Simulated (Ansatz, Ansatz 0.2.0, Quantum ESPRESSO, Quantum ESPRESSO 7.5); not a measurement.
# Lattice constants of tetragonal WSi₂: LDA, PBEsol and PBE against powder diffraction

## Background

The reference is a powder X-ray diffraction measurement on Czochralski-grown WSi₂, reported in "Giant magnetoresistance, Fermi surface topology, Shoenberg effect and vanishing quantum oscillations in type-II Dirac semimetal candidates MoSi₂ and WSi₂" (2022, arXiv:2202.05362). Diffraction yields the lattice constants from the positions of the reflections, and for a tetragonal crystal two numbers, a and c, fix the cell. The temperature is not given with the values. The database structure from which our relaxations start, also a diffraction structure, has a = 3.214 Å and c = 7.830 Å. It agrees with the reference to within about 0.02 % in both constants, so the choice between the two cells has no bearing on a comparison at the level of half a per cent.

| compared with | measured | source's wording or label | method |
| --- | --- | --- | --- |
| a (Å) | 3.21395 | a | powder X-ray diffraction |
| c (Å) | 7.83128 | c | powder X-ray diffraction |

Conditions are those given with the value in the passage it was taken from; "not stated" means there, and the paper may say more elsewhere. The values are a selection: others may have been left out beforehand as unlike or outlying.

## Strategy

We look for the cheapest level of theory that gives both a and c within 0.5 % of the measured values. Semilocal functionals commonly err by up to one or two per cent in lattice constants, so this target can separate a suitable functional from an unsuitable one. It also leaves room for what a static calculation omits: thermal expansion and zero-point motion, which in a stiff silicide of a heavy metal should together lengthen the cell by roughly 0.2 to 0.3 % at room temperature.

The model is the perfect crystal with three atoms in the primitive cell, space group I4/mmm. Cell shape, volume and the one free silicon coordinate are relaxed together. We begin with the local density approximation and go on to gradient-corrected functionals if it fails. The level that meets the target is then checked for its numerical settings and its potentials before we judge it.

System: WSi2, tetragonal MoSi2-type; I4/mmm (No. 139), 3 atoms in the primitive cell; the database structure is a diffraction structure: a = 3.214 Å, c = 7.830 Å; structure from the Crystallography Open Database.

## 1. The local density approximation first

LDA is the simplest functional and a reasonable first attempt for a densely packed metallic compound. The mesh of 16x16x16 points is affordable with three atoms and suits a semimetal, whose small Fermi surface needs fair sampling. We expect both constants to come out too short, by something like one per cent, since LDA usually overbinds.

**Run 1.** Ansatz 0.2.0: LDA, cell and atoms relaxed from the database structure, PAW set soft_2, cutoff 420 eV (default), 16x16x16 k mesh, Gaussian smearing 0.1 eV.

Key lines of the input:
```
crystal:
  # lattice and atoms
kpoints:
  mp_grid: { grid: [16, 16, 16] }
hamiltonian:
  xc: lda
scf:
  occupations: { method: gaussian, width: 0.1 }
output:
  forces: true
  stress: true
relax:
  adjacent_minimum: "off"
  f_tol: 0.005
  max_steps: 60
  cell: { stress_tol: 0.03 }
```

Command:
```
ansatz run input.yaml --threads 4 --pin off --max-ram 8192MiB --backend cpu --events-out ev --progress --plain --runs-dir out
```

Selected lines of the output:
```
relax step   6: F+E_penalty+E_count = -11348.46233710 eV  [...]  max|allowed force component| = 1.094e-3 eV/Å  [...]  P = +0.002 GPa  Ω = 39.426 Å³  [...]
  cell:  # Å, volume = 39.4256 Å³
```

Converged; 24 s on 4 cores of Arm Neoverse V1, shared host.

| quantity | run 1 | measured | deviation |
| --- | --- | --- | --- |
| a (Å) | 3.1852 | 3.21395 | −0.0288 (−0.9 %) |
| c (Å) | 7.7721 | 7.83128 | −0.0592 (−0.8 %) |
| conventional cell volume (Å³) | 78.85 |  |  |

LDA shortens a by 0.9 % and c by 0.8 %, so both constants miss the target, in the direction and by about the amount we expected. The two errors are nearly equal: the cell is too small as a whole, while its shape is almost right. This is the usual overbinding of LDA, and a functional that weakens the bonds evenly should mend both constants together.

## 2. Two gradient-corrected functionals

Gradient corrections are the next step up and add little to the work per iteration. We relax the cell with PBEsol, which was designed for the equilibrium geometry of solids, and with PBE, the general-purpose form, keeping potentials, cutoff and mesh as they were. Both should give a larger cell than LDA, PBE the larger of the two. We expect PBEsol to lie slightly below the measured constants and PBE slightly above.

**Run 2.** Ansatz 0.2.0: PBEsol, cell and atoms relaxed from the database structure, PAW set soft_2, cutoff 420 eV (default), 16x16x16 k mesh, Gaussian smearing 0.1 eV.

Key lines of the input, as changed from run 1:
```diff
  hamiltonian:
-   xc: lda
+   xc: pbesol
```

Selected lines of the output:
```
relax step   4: F+E_penalty+E_count = -11500.89714419 eV  [...]  max|allowed force component| = 3.841e-3 eV/Å  [...]  P = -0.004 GPa  Ω = 40.080 Å³  [...]
  cell:  # Å, volume = 40.0799 Å³
```

Converged; took 18 s.

**Run 3.** Ansatz 0.2.0: PBE, cell and atoms relaxed from the database structure, PAW set soft_2, cutoff 420 eV (default), 16x16x16 k mesh, Gaussian smearing 0.1 eV.

Key lines of the input, as changed from run 1:
```diff
  hamiltonian:
-   xc: lda
+   xc: pbe
```

Selected lines of the output:
```
relax step   4: F+E_penalty+E_count = -11657.46134233 eV  [...]  max|allowed force component| = 1.159e-3 eV/Å  [...]  P = +0.004 GPa  Ω = 41.013 Å³  [...]
  cell:  # Å, volume = 41.0128 Å³
```

Converged; took 17 s.

| quantity | run 2 | run 3 | measured |
| --- | --- | --- | --- |
| a (Å) | 3.2024 | 3.2289 | 3.21395 |
| c (Å) | 7.8166 | 7.8677 | 7.83128 |
| conventional cell volume (Å³) | 80.16 | 82.03 |  |

Both functionals meet the target. PBEsol gives a 0.36 % and c 0.19 % too short. PBE gives both constants about 0.47 % too long, a narrow pass whose margin is too thin to rank the two levels on. They lie on either side of the measurement, as we expected, and their run times are practically the same, so cost does not decide between them. We take PBEsol forward because it leaves more room within the target in both constants.

## 3. Cutoff and mesh for PBEsol

The margin of PBEsol in a is about 0.14 % of the lattice constant, so the numerical settings have to be sound to better than that. We raise the cutoff to 590 eV at the same mesh, and separately refine the mesh to 22x22x22 points at the default cutoff, so that each change can be read by itself. We expect both to move the constants by well under 0.1 %.

**Run 4.** Ansatz 0.2.0: PBEsol, cell and atoms relaxed from the database structure, PAW set soft_2, cutoff 590 eV, 16x16x16 k mesh, Gaussian smearing 0.1 eV.

Key lines of the input, as changed from run 2:
```diff
+ basis:
+   ecutwfc: 590.0
```

Selected lines of the output:
```
Basis set: ecut = 590 eV, 1299 PW (Γ) [...]
  cell:  # Å, volume = 40.0780 Å³
```

Converged; 26 s on 4 cores of Arm Neoverse V2, shared host.

**Run 5.** Ansatz 0.2.0: PBEsol, cell and atoms relaxed from the database structure, PAW set soft_2, cutoff 420 eV (default), 22x22x22 k mesh, Gaussian smearing 0.1 eV.

Key lines of the input, as changed from run 2:
```diff
  kpoints:
-   mp_grid: { grid: [16, 16, 16] }
+   mp_grid: { grid: [22, 22, 22] }
```

Selected lines of the output:
```
Basis set: ecut = 420 eV, 769 PW (Γ) [...]
k-points: 834 of 10648
  cell:  # Å, volume = 40.0825 Å³
```

Converged; took 71 s.

| quantity | run 4 | run 5 | measured |
| --- | --- | --- | --- |
| a (Å) | 3.2023 | 3.2026 | 3.21395 |
| c (Å) | 7.8164 | 7.8158 | 7.83128 |
| conventional cell volume (Å³) | 80.16 | 80.17 |  |

Neither setting matters at the level of the target. The higher cutoff and the denser mesh each change the constants by about 0.01 % at most, and the stopping thresholds of the relaxations may account for part of that. The default cutoff and the mesh of 16x16x16 points are therefore sufficient for PBEsol with these potentials, and the shortfall in a is not a matter of basis or sampling.

## 4. Other potentials and a second program

The two tests share one PAW set, so an error of the potentials would have gone unseen. We repeat the PBEsol relaxation with norm-conserving PseudoDojo potentials, once in the same program and once in Quantum ESPRESSO. The first run tests the potentials, and the second tests the implementation with potentials from the same library, though with a different smearing. Norm-conserving potentials need a much higher cutoff and so cost more, which is acceptable for a check. We expect agreement to about 0.1 %, comparable to the margin in a.

**Run 6.** Ansatz 0.2.0: PBEsol, PseudoDojo norm-conserving pseudopotentials, cell and atoms relaxed from the database structure, cutoff 1007 eV (default), 16x16x16 k mesh, Gaussian smearing 0.1 eV.

Key lines of the input, as changed from run 2:
```diff
  hamiltonian:
+   pseudopotentials: { kind: nc, accuracy: standard }
```

Selected lines of the output:
```
Basis set: ecut = 1006.821291 eV, 2873 PW (Γ) [...]
  cell:  # Å, volume = 40.0853 Å³
```

Converged; took 2 min.

**Run 7.** Quantum ESPRESSO 7.5: PBEsol, PseudoDojo norm-conserving potentials, cell and atoms relaxed from the database structure, cutoff 74 Ry, 16x16x16 k mesh, Marzari-Vanderbilt smearing 0.14 eV.

Key lines of the input:
```
! potential files: PseudoDojo norm-conserving potentials, made for PBEsol
&control
  calculation = 'vc-relax'
  forc_conv_thr = 2.0d-4
  etot_conv_thr = 1.0d-5
  nstep = 60
/
&system
  nat = 3
  ntyp = 2
  ecutwfc = 74
  nbnd = 19
  occupations = 'smearing'
  smearing = 'mv'
  degauss = 0.01029
/
&electrons
  conv_thr = 1.0d-8
  electron_maxstep = 100
  mixing_beta = 0.4
/
&ions
/
&cell
  press_conv_thr = 0.5
/
ATOMIC_SPECIES
  Si 28.085 Si.upf
  W 183.840 W.upf
[... cell and positions ...]
K_POINTS automatic
  16 16 16 0 0 0
```

Command:
```
OMP_NUM_THREADS=1 mpirun -n 4 pw.x -nk 4 -in relax.in > relax.out
```

Selected lines of the output:
```
     bfgs converged in   5 scf cycles and   4 bfgs steps
     new unit-cell volume =    270.45783 a.u.^3 (    40.07772 Ang^3 )
```

Converged; took 7.2 min.

| quantity | run 6 | run 7 | measured |
| --- | --- | --- | --- |
| a (Å) | 3.2027 | 3.2024 | 3.21395 |
| c (Å) | 7.8162 | 7.8162 | 7.83128 |
| conventional cell volume (Å³) | 80.17 | 80.16 |  |
| final pressure (GPa) | – | −0.008 |  |

The change of potentials moves a and c by about 0.01 % or less, and Quantum ESPRESSO reproduces the constants equally closely. This is well inside the 0.1 % we had allowed for. The shortfall of 0.36 % in a therefore belongs to PBEsol in a static, scalar-relativistic calculation, and not to the PAW set or to the program.

## 5. Spin-orbit coupling

All runs so far leave out spin-orbit coupling, which is strong in the 5d shell of tungsten. It splits bands near the Fermi level, but the bonding that sets the lattice constants depends on the occupied states as a whole, so we expect a shift below 0.1 %. A relaxation with the coupling costs more than a scalar-relativistic one and is worth making once, because a contraction of only 0.14 % in a would take PBEsol out of the target. The run uses fully relativistic potential files, so any shift will contain their effect too.

**Run 8.** Ansatz 0.2.0: PBEsol with spin-orbit coupling, cell and atoms relaxed from the database structure, cutoff 420 eV (default), 16x16x16 k mesh, Gaussian smearing 0.1 eV.

Key lines of the input, as changed from run 2:
```diff
  hamiltonian:
+   pseudopotentials: { kind: paw_fr }
+ magnetization:
+   noncollinear: true
+   spin_orbit: true
```

Selected lines of the output:
```
relax step   5: F+E_penalty+E_count = -11525.01188527 eV  [...]  max|allowed force component| = 4.045e-3 eV/Å  [...]  P = -0.008 GPa  Ω = 40.062 Å³  [...]
  cell:  # Å, volume = 40.0623 Å³
```

Converged; took 74 s.

| quantity | run 8 | measured | deviation |
| --- | --- | --- | --- |
| a (Å) | 3.2022 | 3.21395 | −0.0118 (−0.4 %) |
| c (Å) | 7.8141 | 7.83128 | −0.0172 (−0.2 %) |
| conventional cell volume (Å³) | 80.12 |  |  |

With spin-orbit coupling and the fully relativistic potentials, a shortens by less than 0.01 % and c by about 0.03 % relative to the scalar-relativistic PBEsol run. The shift is as small as we expected, and it contains the change of potential files as well as the coupling itself. Both constants stay within the target, a 0.37 % and c 0.22 % below the measurement. For the lattice constants of WSi₂ the coupling can be left out, which saves the longer run.

## Results at a glance

| run | settings | a (Å) | deviation | c (Å) | deviation | cost |
| --- | --- | --- | --- | --- | --- | --- |
| 1 | Ansatz: LDA, PAW set soft_2, cutoff 420 eV (default), 16x16x16 k mesh, Gaussian smearing 0.1 eV | 3.1852 | −0.0288 (−0.9 %) | 7.7721 | −0.0592 (−0.8 %) | 96 core-s |
| 2 | Ansatz: PBEsol, PAW set soft_2, cutoff 420 eV (default), 16x16x16 k mesh, Gaussian smearing 0.1 eV | 3.2024 | −0.0116 (−0.4 %) | 7.8166 | −0.0147 (−0.2 %) | 72 core-s |
| 3 | Ansatz: PBE, PAW set soft_2, cutoff 420 eV (default), 16x16x16 k mesh, Gaussian smearing 0.1 eV | 3.2289 | +0.0149 (+0.5 %) | 7.8677 | +0.0364 (+0.5 %) | 68 core-s |
| 4 | Ansatz: PBEsol, PAW set soft_2, cutoff 590 eV, 16x16x16 k mesh, Gaussian smearing 0.1 eV | 3.2023 | −0.0116 (−0.4 %) | 7.8164 | −0.0149 (−0.2 %) | 1.7 core-min |
| 5 | Ansatz: PBEsol, PAW set soft_2, cutoff 420 eV (default), 22x22x22 k mesh, Gaussian smearing 0.1 eV | 3.2026 | −0.0113 (−0.4 %) | 7.8158 | −0.0155 (−0.2 %) | 4.7 core-min |
| 6 | Ansatz: PBEsol, PseudoDojo norm-conserving pseudopotentials, cutoff 1007 eV (default), 16x16x16 k mesh, Gaussian smearing 0.1 eV | 3.2027 | −0.0113 (−0.4 %) | 7.8162 | −0.0151 (−0.2 %) | 8.2 core-min |
| 7 | Quantum ESPRESSO: PBEsol, PseudoDojo norm-conserving potentials, cutoff 74 Ry, 16x16x16 k mesh, Marzari-Vanderbilt smearing 0.14 eV | 3.2024 | −0.0116 (−0.4 %) | 7.8162 | −0.0151 (−0.2 %) | 29 core-min |
| 8 | Ansatz: PBEsol with spin-orbit coupling, cutoff 420 eV (default), 16x16x16 k mesh, Gaussian smearing 0.1 eV | 3.2022 | −0.0118 (−0.4 %) | 7.8141 | −0.0172 (−0.2 %) | 4.9 core-min |
|  | measured | 3.21395 |  | 7.83128 |  |  |

Further runs on the same system, made beside this series (convergence steps with loose settings among them):

| further | settings | a (Å) | deviation | c (Å) | deviation | cost |
| --- | --- | --- | --- | --- | --- | --- |
| F1 | Ansatz: r2SCAN, PAW set soft_2, cutoff 500 eV (default), 16x16x16 k mesh, Gaussian smearing 0.1 eV | 3.2113 | −0.0026 (−0.1 %) | 7.8046 | −0.0267 (−0.3 %) | 1.8 core-min |
| F2 | Ansatz: r2SCAN+rVV10, PAW set soft_2, cutoff 500 eV (default), 16x16x16 k mesh, Gaussian smearing 0.1 eV | 3.2056 | −0.0083 (−0.3 %) | 7.7959 | −0.0354 (−0.5 %) | 2.1 core-min |
| F3 | Ansatz: PBEsol+D3(BJ), PAW set soft_2, cutoff 420 eV (default), 16x16x16 k mesh, Gaussian smearing 0.1 eV | 3.1696 | −0.0444 (−1.4 %) | 7.7538 | −0.0775 (−1.0 %) | 76 core-s |
| F4 | Ansatz: PBE+D3(BJ), PAW set soft_2, cutoff 420 eV (default), 16x16x16 k mesh, Gaussian smearing 0.1 eV | 3.1928 | −0.0211 (−0.7 %) | 7.7988 | −0.0325 (−0.4 %) | 77 core-s |
| F5 | Ansatz: BLYP+D3(BJ), PAW set soft_2, cutoff 420 eV (default), 16x16x16 k mesh, Gaussian smearing 0.1 eV | 3.1951 | −0.0189 (−0.6 %) | 7.7723 | −0.0589 (−0.8 %) | 91 core-s |
| F6 | Ansatz: BLYP, PAW set soft_2, cutoff 420 eV (default), 16x16x16 k mesh, Gaussian smearing 0.1 eV | 3.2851 | +0.0711 (+2.2 %) | 7.9466 | +0.1153 (+1.5 %) | 93 core-s |
| F7 | Ansatz: r2SCAN, PAW set soft_2, cutoff 500 eV (default), 10x10x10 k mesh, Gaussian smearing 0.1 eV | 3.2125 | −0.0014 (−0.0 %) | 7.8017 | −0.0296 (−0.4 %) | under 1 core-min |
| F8 | Ansatz: PBEsol, PAW set soft_2, cutoff 420 eV (default), 10x10x10 k mesh, Gaussian smearing 0.1 eV | 3.2031 | −0.0109 (−0.3 %) | 7.8149 | −0.0164 (−0.2 %) | under 1 core-min |
|  | measured | 3.21395 |  | 7.83128 |  |  |

## How well does the simulation do?

PBEsol meets the target: a comes out 0.36 % and c 0.19 % below the measured values, at a cost of 72 core-seconds. The coarser mesh of 10x10x10 points changes either constant by only about 0.02 %, so an even lighter run would have been enough.

LDA fails by overbinding. PBE costs practically the same as PBEsol and passes narrowly in the static comparison, with both constants too long. Thermal expansion and zero-point motion, which we put at roughly 0.2 to 0.3 %, would lengthen the computed cells further. That would bring PBEsol closer in a and leave c near the measurement or slightly above it, but would carry PBE beyond the limit. This allowance is an estimate, and the temperature of the measurement is not given with the values.

The comparison of PBEsol with PBE decided the choice of level. Cutoff, mesh, potentials and program each changed the PBEsol constants by about 0.01 % or less, and the relativistic run shortened c by about 0.03 %. These checks altered nothing in the result, but they rule out a fortunate numerical error as the reason for the pass.

r2SCAN also meets the target, with a closer and c farther off than in PBEsol, at a somewhat higher cost. Adding D3 to PBEsol shortens a and c by about 1.0 and 0.8 % and spoils the agreement. The remaining shortfall of PBEsol has the sign and rough size of the omitted thermal and zero-point expansion. How much of it is due to the functional itself remains open without a calculation of the lattice vibrations.

[Logs are printed without paths, hosts, clocks, repeated set-up lines and the standing remarks that a program may print on its own settings, such as how far it seeks lower states.]

[The runs shown are a pick from a larger set of finished runs; failed, doubtful and other runs were left out of it ahead of writing. So were measured values far from every level or from commonly accepted values, and agreement can look better than it is. Lines of input and output are excerpts and may be shortened.]
